**1. What does one row describe?**

Wannier functions of SnSe₂ (space group P-3m1) from GPAW 26.7.0 and Wannier90 3.1.0, with the vdW-DF-cx functional, PAW data sets, a 600 eV plane-wave cutoff and no spin–orbit coupling. The density-functional calculation used an 8x8x5 k mesh; the Wannier functions were built on a 6x6x5 mesh without minimising the spread.

| row | function a (fractional) | function b (fractional) | function c (fractional) | function spread (angstrom^2) |
| --- | --- | --- | --- | --- |
| 1 | 0.000 | 0.000 | 0.000 | 2.044 |
| 2 | 0.000 | 0.000 | 0.000 | 2.625 |
| 3 | 0.000 | 0.000 | 0.000 | 2.710 |
| 4 | 0.000 | 0.000 | 0.000 | 2.626 |
| 5 | 0.000 | 0.000 | 0.000 | 0.203 |
| 6 | 0.000 | 0.000 | 0.000 | 0.205 |
| 7 | 0.000 | 0.000 | 0.000 | 0.194 |
| 8 | 0.000 | 0.000 | 0.000 | 0.205 |
| 9 | 0.000 | 0.000 | 0.000 | 0.203 |
| 10 | 0.667 | 0.333 | 0.757 | 1.122 |
| 11 | 0.655 | 0.309 | 0.746 | 1.828 |
| 12 | 0.667 | 0.333 | 0.745 | 1.866 |
| 13 | 0.679 | 0.357 | 0.746 | 1.828 |
| 14 | 0.333 | 0.667 | 0.243 | 1.122 |
| 15 | 0.345 | 0.691 | 0.254 | 1.828 |
| 16 | 0.333 | 0.667 | 0.255 | 1.866 |
| 17 | 0.321 | 0.643 | 0.254 | 1.828 |

Each row is one Wannier function, a localised combination of the crystal's band states. Functions a, b and c give its centre as fractions of the cell edges, and the function spread is the mean square distance of the electron from that centre. Centres, degeneracies and orbital energies identify row 1 as Sn 5s, rows 2–4 as Sn 5p and rows 5–9 as Sn 4d. Rows 10 and 14 are Se 4s, and the remaining six are Se 4p. The functions come from atomic starting orbitals without the final minimisation of the spread, so their position on atoms is no evidence of ionic bonding. Wannier90 obtained the spreads on a 6x6x5 mesh, coarser than the 8x8x5 mesh of the density-functional calculation.

**2. Which functions are widest, and why?**

Sn 5p is widest, followed by Sn 5s, Se 4p, Se 4s and, far below, Sn 4d. In the limit of one electron around a bare nucleus, an orbital grows with its principal quantum number and shrinks with the nuclear charge. Inner electrons screen part of that charge. The 4d shell lies inside the Sn valence shell and feels more of the charge, while an s electron penetrates closer to the nucleus than a p electron of the same shell.

Slater's rules, whose constants are empirical but not fitted to this table, turn this into an estimate. For the Se valence shell the effective charge is $34-5(0.35)-18(0.85)-10=6.95$ and the effective quantum number is $n^*=3.7$. The decay constant is then $\zeta=6.95/3.7=1.88$ per bohr, and

$$\langle r^2\rangle=\frac{(2n^*+1)(2n^*+2)}{4\zeta^2}=\frac{8.4\times9.4}{4\times1.88^2}\approx5.6\ \text{bohr}^2\approx1.6\ \text{Å}^2 .$$

The computed mean over Se 4s and 4p is 1.7 Å². The rule treats s and p alike, so it cannot explain the difference between them. Its estimate is about a quarter above the computed value for the Sn valence shell and about three times the computed value for Sn 4d. The rule need not carry all the blame for 4d: so compact a shell lies largely in the region near the nucleus that PAW treats through corrections to the overlaps, and if these are approximate, the computed spread may be too small. The order of the shells is therefore better supported than the absolute 4d spread. The Sn 5p spreads may also depend on the energy window used to select the states, which was not varied.

**3. Why do only the Se functions leave their atom?**

Sn sits at an inversion centre: each direction has an equivalent opposite, and all nine Sn functions stay on the nucleus. Se has three Sn neighbours on one side and the gap between layers on the other, so its functions may shift. The two in-plane 4p functions also move sideways, by 0.08 Å in opposite directions. Their average stays on the threefold axis, so this is no distortion of the crystal.

**4. Do these shifts reveal s–p mixing on Se?**

A hydrogen atom in a weak electric field offers a comparison. Its 2s and 2p$_z$ states mix into two combinations whose centres move equally far in opposite directions, while 2p$_x$ and 2p$_y$ stay centred. In SnSe₂ the Se 4s centre does move about 0.04 Å towards the nearest Sn plane, and 4p$_z$ moves as far away from it.

The in-plane pair breaks the analogy, because it moves away from the plane by 0.03 Å although threefold symmetry forbids it to mix with s on the same atom. On-site s–p mixing alone is therefore not enough. Functions on neighbouring atoms must also be orthogonal, which gives each one small tails on its neighbours and can displace its centre. That this causes the shift here is plausible but untested. The structure was not relaxed and a large force along z remains on Se, so the sizes of these shifts belong to the given geometry.

**5. Sn 5s lies below Se 4p in energy. Is it filled?**

The mean energy of the Sn 5s function is 4.2 eV below that of Se 4p. Without coupling between atoms, Sn 5s would indeed fill first. Coupling to the surrounding Se 4p functions produces a bonding combination, which is filled, and an antibonding one, which is expected among the empty states. The count allows this: 26 electrons fill 13 bands, so 17 functions that span those bands leave four empty combinations, as many as Sn has 5s and 5p functions. The count alone does not show their character, but it fits formal Sn(IV), even though a Sn 5s function appears in the table.

**6. Is p$_z$ really wider than its in-plane partners?**

The table puts Sn 5p$_z$ 0.08 Å² above the in-plane pair, but the spread is obtained from overlaps between states one mesh step $b$ apart. For a Gaussian profile of true variance $\sigma^2$ along one direction, this yields about $\sigma^2-b^2\sigma^4/2$, which is exact only as $b$ goes to zero. The in-plane steps are longer, and a p function is widest along its own axis, so the in-plane pair loses more. This error alone gives roughly 0.05 Å² for Sn, and it could likewise account for over half of the smaller difference on Se. Equivalent functions agree to about 0.001 Å², but that shows consistency, not accuracy.

**7. What would minimising the spread change?**

Within the same space of states, the total of 24.3 Å² could only fall or stay equal, though single functions might widen. For a model of an SnSe₂ transistor channel, the present set is a compact starting basis whose bands should be checked against the full calculation. The output below lists the shell estimates, centre shifts and mesh errors.

Output of the analysis:

```
Mean spread of Sn 5p (A^2): 2.654
Mean spread of Se 4p (A^2): 1.841
Mean spread of Sn 4d (A^2): 0.202
Spread ratio Se 4p to Se 4s: 1.641
Spread ratio Sn 5p to Sn 4d: 13.14
Root of the Sn 4d spread (A): 0.4494
Sum of all 17 spreads (A^2): 24.3
Slater estimate, Sn 5s and 5p (A^2): 3.158
Computed mean, Sn 5s and 5p (A^2): 2.501
Slater estimate, Sn 4d (A^2): 0.6428
Slater estimate, Se 4s and 4p (A^2): 1.567
Computed mean, Se 4s and 4p (A^2): 1.661
Height of Se above the nearest Sn plane (A): 1.528
Se 4s centre, shift away from the Sn plane (A): -0.03728
Se 4pz centre, shift away from the Sn plane (A): 0.03635
Se 4p in-plane pair, shift away from the Sn plane (A): 0.03021
Sideways shift of each in-plane Se 4p centre (A): 0.07921
Sn 5s onsite energy below mean Se 4p (eV): 4.214
Empty combinations in the set: 4
Sn 5pz less in-plane 5p, computed (A^2): 0.0845
Same difference from the mesh alone, rough (A^2): 0.052
Se 4pz less in-plane 4p, computed (A^2): 0.038
Same difference for Se from the mesh alone, rough (A^2): 0.02502
```
